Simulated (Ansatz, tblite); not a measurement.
## Ligand exchange: ICl + SiH2(OH)(SiH3) → HOI + SiH2(SiH3)Cl

Species: ICl (iodine monochloride), singlet; SiH2(OH)(SiH3) (disilanol), singlet; HOI (hypoiodous acid) `OI`, singlet; SiH2(SiH3)Cl, singlet. The partners trade Cl for OH: I–Cl and Si–OH bonds give way to I–OH and Si–Cl.

Shapes, held fixed at every level: PBE0-D4/def2-TZVP. Flexible molecules stand in one conformer, not always the lowest. Programs: Ansatz 0.2.0, tblite 0.8.0. The zero-point and thermal change to 298 K, harmonic and unscaled (PBE0-D4/def2-TZVP), is -1.5 kJ/mol.

```json
{"level": "GFN2-xTB", "kind": "semi-empirical", "ΔH(298 K) (kJ/mol)": "+108.3", "less CCSD(T)/def2-TZVPP": "+52.4"}
{"level": "HF/def2-SVP", "kind": "Hartree–Fock", "ΔH(298 K) (kJ/mol)": "+68.0", "less CCSD(T)/def2-TZVPP": "+12.1"}
{"level": "HF/def2-TZVPP", "kind": "Hartree–Fock", "ΔH(298 K) (kJ/mol)": "+72.5", "less CCSD(T)/def2-TZVPP": "+16.6"}
{"level": "PBE-D4/def2-TZVPP", "kind": "GGA", "ΔH(298 K) (kJ/mol)": "+51.6", "less CCSD(T)/def2-TZVPP": "-4.3"}
{"level": "BHLYP-D4/def2-TZVPP", "kind": "global hybrid", "ΔH(298 K) (kJ/mol)": "+66.2", "less CCSD(T)/def2-TZVPP": "+10.3"}
{"level": "PBE0-D4/def2-TZVPP", "kind": "global hybrid", "ΔH(298 K) (kJ/mol)": "+56.9", "less CCSD(T)/def2-TZVPP": "+1.0"}
{"level": "wB97X-V/def2-TZVPP", "kind": "range-separated hybrid", "ΔH(298 K) (kJ/mol)": "+55.6", "less CCSD(T)/def2-TZVPP": "-0.3"}
{"level": "CCSD(T)/def2-SVP", "kind": "coupled cluster or CI", "ΔH(298 K) (kJ/mol)": "+51.9", "less CCSD(T)/def2-TZVPP": "-4.0"}
{"level": "CCSD(T)/def2-TZVPP", "kind": "coupled cluster or CI", "ΔH(298 K) (kJ/mol)": "+55.9", "less CCSD(T)/def2-TZVPP": "0.0"}
```

The highest level, CCSD(T)/def2-TZVPP, gives ΔH(298 K) = +55.9 kJ/mol; the levels span +51.6 to +108.3. The column of differences is taken from that level and isn't an error. No measured value is set beside it here. For atoms past krypton def2 sets carry core potentials with scalar relativity. Outer-core shells of I are correlated in most correlated rows, in sets that cover them unevenly.

Every level makes the exchange clearly endothermic, with CCSD(T)/def2-TZVPP at +55.9 kJ/mol, so hydroxide prefers silicon and chloride prefers iodine. The main reason is the strong, highly polar Si–O bond: compact oxygen overlaps well with electropositive silicon, and its lone pairs can delocalise into σ* orbitals on silicon. The Si–Cl bond that replaces it is weaker, and the I–O bond formed in HOI offers no comparable gain over I–Cl.

Hartree–Fock overstates the cost, so electron correlation favours the products on balance. Among PBE, PBE0 and BHLYP the enthalpy rises with the share of exact exchange, towards the Hartree–Fock value. GFN2-xTB gets the direction right but nearly doubles the cost, probably because its parameters describe the balance of Si–O and I–O bonding poorly. With two molecules on each side, the entropy change should be small, which suggests that the gas-phase equilibrium also lies with ICl and the silanol. The closeness of PBE0 and wB97X-V to coupled cluster in this one reaction doesn't establish their accuracy for other iodine–oxygen chemistry.
